# High-density expansion of the correlation energy of the two-dimensional electron gas

## Statement

For a spin-unpolarized, strictly two-dimensional electron gas at zero temperature the correlation energy per electron is, as $r_s\to0$,

$$e_c=-0.385-\frac{2\sqrt2}{3\pi}(10-3\pi)\,r_s\ln r_s+O(r_s)\quad[\mathrm{Ry}^*].$$

The coefficient of $r_s\ln r_s$ is $-0.1726$. The constant is

$$2\left[\ln2-1+G-\frac{8}{\pi^2}\beta(4)\right]=-0.38499,\qquad \beta(s)=\sum_{j=0}^\infty\frac{(-1)^j}{(2j+1)^s},\qquad G=\beta(2).$$

It is the sum of the second-order ring term, $-0.6137$, and the second-order exchange term, $+0.2287$. Both are finite, so no bare $\ln r_s$ appears. The third-order ring is the first divergent diagram, and its resummation yields $r_s\ln r_s$. This form of the expansion is due to Rajagopal and Kimball (1977).

## Premises and conventions

1. One parabolic, isotropic band of mass $m^*$, spin degeneracy 2, areal density $n$, and a uniform neutralizing background that removes the $q=0$ interaction.
2. Effective atomic units $\hbar=m^*=e^2/4\pi\epsilon_0\epsilon=1$. Lengths are in $a^*$ and energies in $\mathrm{Ha}^*=2\,\mathrm{Ry}^*$ until the final conversion. The interaction is $v_q=2\pi/q$.
3. $n=1/\pi r_s^2=k_F^2/2\pi$, so $k_F=\sqrt2/r_s$. Define $\lambda=2/k_F=\sqrt2\,r_s$. The Thomas–Fermi wave number is $q_{TF}=2=\lambda k_F$.
4. The ground state evolves from the filled Fermi disc, and linked-diagram perturbation theory at fixed particle number applies. $e_c$ is the energy beyond first order.

With momenta in units of $k_F$, a term of order $N$ holds $N$ interactions, $N+1$ momentum integrals and $N-1$ energy denominators. Per electron it scales as $k_F^{-N}\,k_F^{2(N+1)}\,k_F^{-2(N-1)}\,k_F^{-2}=k_F^{2-N}\propto r_s^{N-2}$. Second order thus gives the constant and third order the term linear in $r_s$, provided the dimensionless integrals converge.

Second-order perturbation theory, for holes $\mathbf k,-\mathbf p$ and particles $\mathbf k+\mathbf q,-\mathbf p-\mathbf q$, gives

$$e^{(2)}=-\frac{1}{2n}\sum_{\sigma\sigma'}\int\frac{d^2q\,d^2k\,d^2p}{(2\pi)^6}\,\Theta\,\frac{v_q\,(v_q-\delta_{\sigma\sigma'}v_Q)}{\mathbf q\cdot\mathbf Q},\qquad \mathbf Q=\mathbf k+\mathbf p+\mathbf q .$$

Here $\Theta=1$ if both holes lie inside and both particles outside the Fermi circle, and $\mathbf q\cdot\mathbf Q$ is the excitation energy. The $v_q^2$ part is the lowest ring and the $v_qv_Q$ part is second-order exchange.

## The ring sum

**Energy formula.** Scale the interaction by $g$. The Hellmann–Feynman theorem gives $dE/dg=\langle V\rangle_g$, with $V$ the full-strength interaction. The fluctuation–dissipation theorem gives $nS_g(q)=-\int_0^\infty (d\omega/\pi)\,\chi_g(q,i\omega)$ for the structure factor. Subtracting the first-order term leaves

$$e_c=-\frac1n\int_0^1dg\int\frac{d^2q}{(2\pi)^2}\,v_q\int_0^\infty\frac{d\omega}{2\pi}\,(\chi_g-\chi_0).$$

The rings are the geometric series $\chi_g=\chi_0/(1-gv_q\chi_0)$, and the $g$ integral gives

$$e_r=\frac1n\int\frac{d^2q}{(2\pi)^2}\int_0^\infty\frac{d\omega}{2\pi}\,\left[\ln(1-v_q\chi_0)+v_q\chi_0\right].$$

Its quadratic term is the direct part of $e^{(2)}$, because $\int_0^\infty d\omega\,4\Delta_1\Delta_2/[(\omega^2+\Delta_1^2)(\omega^2+\Delta_2^2)]=2\pi/(\Delta_1+\Delta_2)$.

**Free response.** With $\Delta=\mathbf k\cdot\mathbf q+q^2/2$,

$$\chi_0=-2\int\frac{d^2k}{(2\pi)^2}\,n_k\,\frac{2\Delta}{\Delta^2+\omega^2}.$$

The blocking factor $1-n_{k+q}$ is dropped since its second part multiplies a function odd under exchange of the two states. Put $q=k_Fx$, $\omega=k_F^2xu$, $a=x/2+iu$, and measure $k$ in $k_F$. The angular integral is $\int_0^{2\pi}d\vartheta/(a+k\cos\vartheta)=2\pi/\sqrt{a^2-k^2}$ and the radial one is $\int_0^1k\,dk/\sqrt{a^2-k^2}=a-\sqrt{a^2-1}$, on the branch where the root tends to $a$ at large $|a|$. Hence

$$\chi_0=-\frac{R}{\pi},\qquad R=\frac{\mathrm{Re}\,[a-\sqrt{a^2-1}]}{\mathrm{Re}\,a},$$

which is Stern's (1967) function on the imaginary axis. Then $v_q\chi_0=-\lambda R/x$ and, with $k_F^2=4/\lambda^2$,

$$e_r=\frac{2}{\pi\lambda^2}\int_0^\infty x^2dx\int_0^\infty du\,\left[\ln\left(1+\frac{\lambda R}{x}\right)-\frac{\lambda R}{x}\right].$$

**Power counting.** The ring of order $N$ contains $\int dx\,x^{2-N}\int du\,R^N$. As $x\to0$, $R\to1-u/\sqrt{1+u^2}$, whose powers are integrable in $u$. So $N=2$ converges, $N=3$ diverges logarithmically and higher $N$ diverge as powers. In three dimensions the measure is $x^3dx$ and the interaction $x^{-2}$, and the logarithm appears already at $N=2$.

**Elliptic coordinates.** Let $a=\cosh(\eta+i\phi)$ with $\eta>0$, $0<\phi<\pi/2$, and $C=\cosh\eta$. Then $x=2C\cos\phi$, $u=\sinh\eta\sin\phi$, $dx\,du=2(C^2-\cos^2\phi)\,d\eta\,d\phi$, and $a-\sqrt{a^2-1}=e^{-\eta-i\phi}$. The factor $\cos\phi$ cancels in $R$, leaving $R=e^{-\eta}/C$. With $b=\lambda e^{-\eta}/2C^2$,

$$e_r=\frac{16}{\pi\lambda^2}\int_0^\infty d\eta\,\left[C^4J_2(b)-C^2J_4(b)\right],\qquad J_m=\int_0^{\pi/2}d\phi\,\cos^m\phi\left[\ln\left(1+\frac{b}{\cos\phi}\right)-\frac{b}{\cos\phi}\right].$$

Differentiation gives $J_m'=-b\int d\phi\,\cos^{m-1}\phi/(\cos\phi+b)$. Polynomial division reduces this to one integral, for $b<1$

$$K=\int_0^{\pi/2}\frac{d\phi}{\cos\phi+b}=\frac{\operatorname{arcosh}(1/b)}{\sqrt{1-b^2}}=\ln\frac2b+O(b^2\ln b).$$

One finds $J_2'=-\pi b/2+b^2K$ and $J_4'=-\pi b/4+b^2-\pi b^3/2+b^4K$. Integrating from $b=0$, where $J_m=0$,

$$J_2=-\frac{\pi b^2}{4}+\frac{b^3}{3}\left(\ln\frac2b+\frac13\right)+O(b^5\ln b),\qquad J_4=-\frac{\pi b^2}{8}+\frac{b^3}{3}-\frac{\pi b^4}{8}+O(b^5\ln b).$$

Since $b\le\lambda/2$ and $b$ falls as $e^{-3\eta}$, the expansion is uniform in $\eta$ and can be integrated term by term.

**Order $b^2$.** The bracket is $-(\pi/8)\,b^2C^2\cosh2\eta$ with $b^2=\lambda^2R^2/4C^2$. With $s=e^{2\eta}$, $R=2/(s+1)$,

$$e_r^{(2)}=-\frac12\int_0^\infty\cosh2\eta\,R^2d\eta=-\frac12\int_1^\infty ds\left[\frac1{s^2}+\frac{2}{(s+1)^2}-\frac2s+\frac{2}{s+1}\right]=\ln2-1=-0.30685 .$$

**Order $b^3$.** With $2/b=4C^2e^{\eta}/\lambda$,

$$e_r^{(3)}=\frac{2\lambda}{3\pi}\left[I_3\left(\frac13-\ln\lambda\right)+L-M\right],$$

where, with $t=e^{-\eta}$,

$$I_3=\int_0^\infty\frac{e^{-3\eta}}{C^2}d\eta=4\int_0^1dt\left[1-\frac{2}{1+t^2}+\frac{1}{(1+t^2)^2}\right]=4\left[1-\frac\pi2+\frac\pi8+\frac14\right]=\frac{10-3\pi}{2},$$

$$M=\int_0^\infty\frac{e^{-3\eta}}{C^4}d\eta=\frac{5\pi}{4}-\frac{11}{3}=0.26032,\qquad L=\int_0^1\frac{4t^4}{(1+t^2)^2}\ln\frac{(1+t^2)^2}{t^3}\,dt=0.50733 .$$

The substitution $t=\tan\gamma$ turns $M$ into $16\int_0^{\pi/4}\sin^6\gamma\,d\gamma$. The partial fractions shown for $I_3$ give $L=10\ln2-2+9\pi/2-6\pi\ln2-6G$. The logarithmic term is $-(2\lambda/3\pi)I_3\ln r_s=-(\sqrt2/3\pi)(10-3\pi)\,r_s\ln r_s$. It is the third-order integral $(2\lambda/3\pi)I_3\int dx/x$ cut off at $x\sim\lambda$, that is at $q_{TF}$, by all higher rings. With $I_3=0.28761$ and $\ln\lambda=\ln r_s+\tfrac12\ln 2$, the rest is $(2\sqrt2/3\pi)(0.24320)\,r_s$.

**Order $b^4$.** This is $(\lambda^2/8)\int e^{-4\eta}C^{-6}d\eta=\lambda^2/40$, the integral being $32\int_0^1\tau^4(1+\tau)^{-6}d\tau=1/5$ with $\tau=t^2$. Collecting,

$$e_r=\ln2-1-0.08631\,r_s\ln r_s+0.0730\,r_s+\frac{r_s^2}{20}+O(r_s^3\ln r_s)\quad[\mathrm{Ha}^*].$$

## Second-order exchange

**Reduction to one angle.** Two parallel-spin combinations, $v_qv_Q=(2\pi)^2/qQ$ and momenta in $k_F$ give

$$e_{2x}=\frac{1}{8\pi^3}\int d^2q\,d^2k\,d^2p\,\frac{\Theta}{qQ\,\mathbf q\cdot\mathbf Q}.$$

Change variables to $\mathbf q$, $\mathbf Q$ and $\mathbf P=(\mathbf k-\mathbf p)/2$, with unit Jacobian. Let $\theta$ be the angle between $\mathbf q$ and $\mathbf Q$. A positive excitation energy requires $|\theta|<\pi/2$, and the two signs contribute equally. Since $d^2q\,d^2Q/(q^2Q^2\cos\theta)=2\pi\,d\ln q\,d\ln Q\,d\theta/\cos\theta$,

$$e_{2x}=\frac{1}{2\pi^2}\int_0^{\pi/2}\frac{S(\theta)}{\cos\theta}\,d\theta,\qquad S=\int d\ln q\,d\ln Q\,d^2P\,\Theta .$$

The claim is $S=\tfrac43\psi^3$ with $\psi=\pi/2-\theta$.

**Oblique coordinates.** The four momenta are the vertices of a parallelogram with centre $\mathbf P$ and sides $\mathbf q,\mathbf Q$. Take unit normals $\hat n_1\perp\mathbf q$, $\hat n_2\perp\mathbf Q$ with $\hat n_1\cdot\hat n_2=\cos\theta$, and $y=\hat n_1\cdot\mathbf r$, $z=\hat n_2\cdot\mathbf r$ for a point $\mathbf r$ of the momentum plane. Then $d^2r=dy\,dz/\sin\theta$ and $r^2=(y^2+z^2-2yz\cos\theta)/\sin^2\theta$. The holes are $(y_1,z_1)$, $(y_2,z_2)$, the particles $(y_1,z_2)$, $(y_2,z_1)$, and $|y_1-y_2|=Q\sin\theta$, $|z_1-z_2|=q\sin\theta$. The sum of $r^2$ over particles minus that over holes is $2\cos\theta\,(y_1-y_2)(z_1-z_2)/\sin^2\theta$, so the product of differences is positive wherever $\Theta=1$. Fixed directions of $\mathbf q$ and $\mathbf Q$ select one of the two orderings, which the relabelling $1\leftrightarrow2$ exchanges. With $n_{ij}$ the occupation at $(y_i,z_j)$,

$$2S\sin\theta=\int dy_1dy_2dz_1dz_2\,\frac{n_{11}n_{22}(1-n_{12})(1-n_{21})}{(y_1-y_2)(z_1-z_2)} .$$

The integrand is positive. Symmetric excision of $y_1=y_2$ and $z_1=z_2$ lets the product be expanded into principal-value integrals. The term with four occupations is odd under $z_1\leftrightarrow z_2$ and vanishes. The two terms with three occupations are equal by relabelling. Thus $2S\sin\theta=T-2X$, with $T$ the $n_{11}n_{22}$ term and $X$ the $n_{11}n_{12}n_{22}$ term.

**The term $T$.** The Fourier transform of $\mathrm P(1/y)$ is $-i\pi\,\mathrm{sgn}\,\kappa_y$, so $T=-\pi^2\int d\kappa_yd\kappa_z(2\pi)^{-2}|\tilde n|^2\,\mathrm{sgn}(\kappa_y\kappa_z)$. The transform $\tilde n$ depends only on the length of $\boldsymbol\kappa=\kappa_y\hat n_1+\kappa_z\hat n_2$, because the occupied region is a disc. The product $\kappa_y\kappa_z$ is positive in two sectors of angle $\theta$ and negative in two of angle $\pi-\theta$, so the sign averages to $-2\psi/\pi$. Parseval's theorem supplies the area in the $yz$ plane, $\pi\sin\theta$. Hence $T=2\pi^2\psi\sin\theta$.

**The term $X$.** Call the shared vertex $(y_1,z_2)=(\cos\alpha,\cos\alpha')$ with both angles in $(0,\pi)$. The chord of the disc at fixed $z=\cos\alpha'$ runs from $y_-=\cos(\alpha'+\theta)$ to $y_+=\cos(\alpha'-\theta)$, and likewise for $z$. The $y_2$ integral gives $\ln[(y-y_-)/(y_+-y)]$ and the $z_1$ integral gives $-\ln[(z-z_-)/(z_+-z)]$. Put $\mu=(\alpha+\alpha')/2$, $\nu=(\alpha-\alpha')/2$ and

$$\ell(w)=\ln\left|\frac{\sin(w+\theta/2)}{\sin(w-\theta/2)}\right| .$$

Sum-to-product formulas turn the two logarithms into $\ell(\mu)-\ell(\nu)$ and $\ell(\mu)+\ell(\nu)$. The disc becomes the rectangle $\mu\in A=(\theta/2,\pi-\theta/2)$, $\nu\in B=(-\theta/2,\theta/2)$, with $dy\,dz=(\cos2\nu-\cos2\mu)\,d\mu\,d\nu$. Let $A_0,B_0$ be the integrals of $\ell^2$ and $A_c,B_c$ those of $\ell^2\cos2w$ over the two intervals. As $\int_B\cos2\nu\,d\nu=-\int_A\cos2\mu\,d\mu=\sin\theta$,

$$X=\int[\ell(\nu)^2-\ell(\mu)^2]\,dy\,dz=(\pi-\theta)B_c+\theta A_c+(B_0-A_0)\sin\theta .$$

The intervals $A$ and $B$ together form one period. With $\zeta=e^{2iw}$ the function

$$f=-i\theta+\ln(1-\zeta e^{i\theta})-\ln(1-\zeta e^{-i\theta})=-i\theta-2i\zeta\sin\theta+O(\zeta^2)$$

is analytic for $|\zeta|<1$, and $e^f=\sin(w+\theta/2)/\sin(w-\theta/2)$. Each logarithm has phase within $\pm\pi/2$, so $-\pi-\theta<\mathrm{Im}f<\pi-\theta$. This fixes $f=\ell$ on $A$, where the ratio is positive, and $f=\ell-i\pi$ on $B$. Over the period, $\int f^m dw$ is $\pi$ times the $\zeta^0$ coefficient of $f^m$, and $\int f^m\cos2w\,dw$ is $\pi/2$ times its $\zeta^1$ coefficient. The real part for $m=2$ and the imaginary part for $m=3$ give

$$A_0+B_0-\pi^2\theta=-\pi\theta^2,\qquad -3\pi B_0+\pi^3\theta=\pi\theta^3,$$

$$A_c+B_c-\pi^2\sin\theta=-2\pi\theta\sin\theta,\qquad -3\pi B_c+\pi^3\sin\theta=3\pi\theta^2\sin\theta .$$

Solving, $B_0=\theta(\pi^2-\theta^2)/3$, $A_0=\pi\theta(\pi-\theta)-B_0$, $B_c=(\pi^2/3-\theta^2)\sin\theta$, $A_c=(2\pi^2/3-2\pi\theta+\theta^2)\sin\theta$. Therefore

$$\frac{X}{\sin\theta}=\frac{\pi^3}{3}-2\pi\theta^2+\frac43\theta^3=\pi^2\psi-\frac43\psi^3,\qquad S=\pi^2\psi-\frac{X}{\sin\theta}=\frac43\psi^3 .$$

**Last integral.** Now $e_{2x}=(2/3\pi^2)\int_0^{\pi/2}\psi^3d\psi/\sin\psi$. The antiderivative of $1/\sin\psi$ is $\ln\tan(\psi/2)=-2\sum_j\cos(m\psi)/m$ with $m=2j+1$, and it vanishes at $\pi/2$. Integration by parts with $\int_0^{\pi/2}\psi^2\cos m\psi\,d\psi=(-1)^j[\pi^2/4m-2/m^3]$ gives $\tfrac32\pi^2G-12\beta(4)$. With $G=0.915966$ and $\beta(4)=0.988945$,

$$e_{2x}=G-\frac{8}{\pi^2}\beta(4)=0.11436\ \mathrm{Ha}^* .$$

## Why no other diagram changes the two terms

All second-order terms are now included. A further $r_s\ln r_s$ could come only from another divergent third-order diagram. The six vertices can be shared among fermion loops as $2+2+2$ (the ring), $2+4$, $3+3$ or $6$, once lines with $q=0$ are excluded. In $3+3$ and $6$ no two lines are forced to carry the same momentum, and a single $1/q$ is integrable against $d^2q$. In $2+4$ two lines share $q$, and the small-$x$ integrand is $x^2\cdot x^{-2}\int du\,R\,\delta R$, where $\delta R$ is the first-order exchange correction to the response. Its self-energy and vertex parts each grow at most as $\ln x$, from $\int d\vartheta/\vartheta$ along the Fermi circle cut off at $\vartheta\sim x$, and $\ln x$ is integrable. These diagrams give finite terms linear in $r_s$. Inserting further bubbles into their lines produces logarithms only from order $r_s^2$ on. This part is power counting, not a rigorous bound. Adding the ring and exchange results,

$$e_c=-0.19250-0.08631\,r_s\ln r_s+O(r_s)\quad[\mathrm{Ha}^*],$$

and doubling gives the statement in $\mathrm{Ry}^*$.

## Range of validity

The ring series converges for $b<1$ at all $\eta$, that is for $r_s<\sqrt2$. The two-term formula is more restricted. The omitted linear term has a ring part $+0.1460\,r_s\ \mathrm{Ry}^*$, which merges with the logarithm into $-0.1726\,r_s\ln(r_s/2.33)$. This part equals the logarithmic term at $r_s=0.43$ and falls to a tenth of it only at $r_s=2.1\times10^{-4}$. The exchange-type third-order diagrams add a linear term of the same order, which is not evaluated here. The constant is thus the leading value for $r_s\ll1$, while the logarithmic term is a well-separated correction only when $|\ln r_s|\gg1$ as well.

The model further needs $k_BT$ small against $q_{TF}v_F=2\lambda E_F$, the excitation energy at the lower end of the logarithmic window; a layer thickness $d\ll1/k_F$, since the constant comes from $q\sim k_F$; one occupied parabolic subband; no spin polarization; and a uniform, frequency-independent $\epsilon$ with no gate within a distance of order $1/q_{TF}$.

## Illustration: InSb well at $r_s=0.2$

Take as typical inputs the band-edge mass $m^*\approx0.014\,m_e$ and $\epsilon\approx16.8$. Then $a^*=(\epsilon m_e/m^*)a_0=63.5$ nm and $\mathrm{Ry}^*=(m^*/m_e\epsilon^2)\,\mathrm{Ry}=0.675$ meV. At $r_s=0.2$, $n=1.97\times10^{11}\ \mathrm{cm^{-2}}$, $k_F=0.111\ \mathrm{nm^{-1}}$ and $E_F=2\,\mathrm{Ry}^*/r_s^2=33.7$ meV. Also $\lambda=0.283$, so the logarithmic window from $q_{TF}$ to $k_F$ spans only $\ln(1/\lambda)=1.26$, and $2\lambda E_F=19$ meV.

| term | $\mathrm{Ry}^*$ | meV |
|---|---|---|
| constant | $-0.3850$ | $-0.2598$ |
| $r_s\ln r_s$ | $+0.0556$ | $+0.0375$ |
| omitted: ring, linear in $r_s$ | $+0.0292$ | $+0.0197$ |
| omitted: ring, $r_s^2$ | $+0.0040$ | $+0.0027$ |

The two-term formula gives $e_c\approx-0.33\ \mathrm{Ry}^*\approx-0.22$ meV per electron. The logarithmic term is 14% of the constant in magnitude, and the ring part of the linear term is 0.53 of the logarithmic term. The unexpanded ring integral is $-0.525\ \mathrm{Ry}^*$, and with second-order exchange it gives $-0.30\ \mathrm{Ry}^*$. The gap between $-0.33$ and $-0.30$ sets the scale of what the formula omits, so the second figure is uncertain by about three units. For scale, the kinetic energy per electron is $1/r_s^2=25\ \mathrm{Ry}^*$, and the exchange energy, from the overlap area of two Fermi discs, is $-8\sqrt2/3\pi r_s=-6.00\ \mathrm{Ry}^*$.

A real well departs from the model by more than the logarithmic term. Take an infinite square well with $d=20$ nm. In the parabolic estimate the lowest level lies at $\hbar^2\pi^2/2m^*d^2=67$ meV and the next one 201 meV higher, so one subband is filled. The interaction becomes $v_qF(q)$, with $F=\iint\rho(z)\rho(z')e^{-q|z-z'|}dz\,dz'$ and $\rho=(2/d)\sin^2(\pi z/d)$. At $k_Fd=2.23$, $F=0.66$ and $F^2=0.44$, so the second-order constant is reduced by a factor of order two. At $q_{TF}d=0.63$, $F=0.88$, so the logarithmic window is distorted too. The band is also not parabolic. In the two-band relation $E(1+E/E_g)=\hbar^2k^2/2m^*$ with a typical low-temperature gap $E_g\approx0.24$ eV, the mass at energy $E$ grows by $1+2E/E_g=\sqrt{1+4\gamma/E_g}$, where $\gamma$ is the parabolic energy. Confinement plus Fermi energy give $\gamma=101$ meV and a factor 1.6, which raises $\mathrm{Ry}^*$ and, at this density, $r_s$ roughly in proportion. The value $-0.22$ meV belongs to the ideal sheet with InSb band-edge parameters, and for a 20 nm well it fixes the order of magnitude only.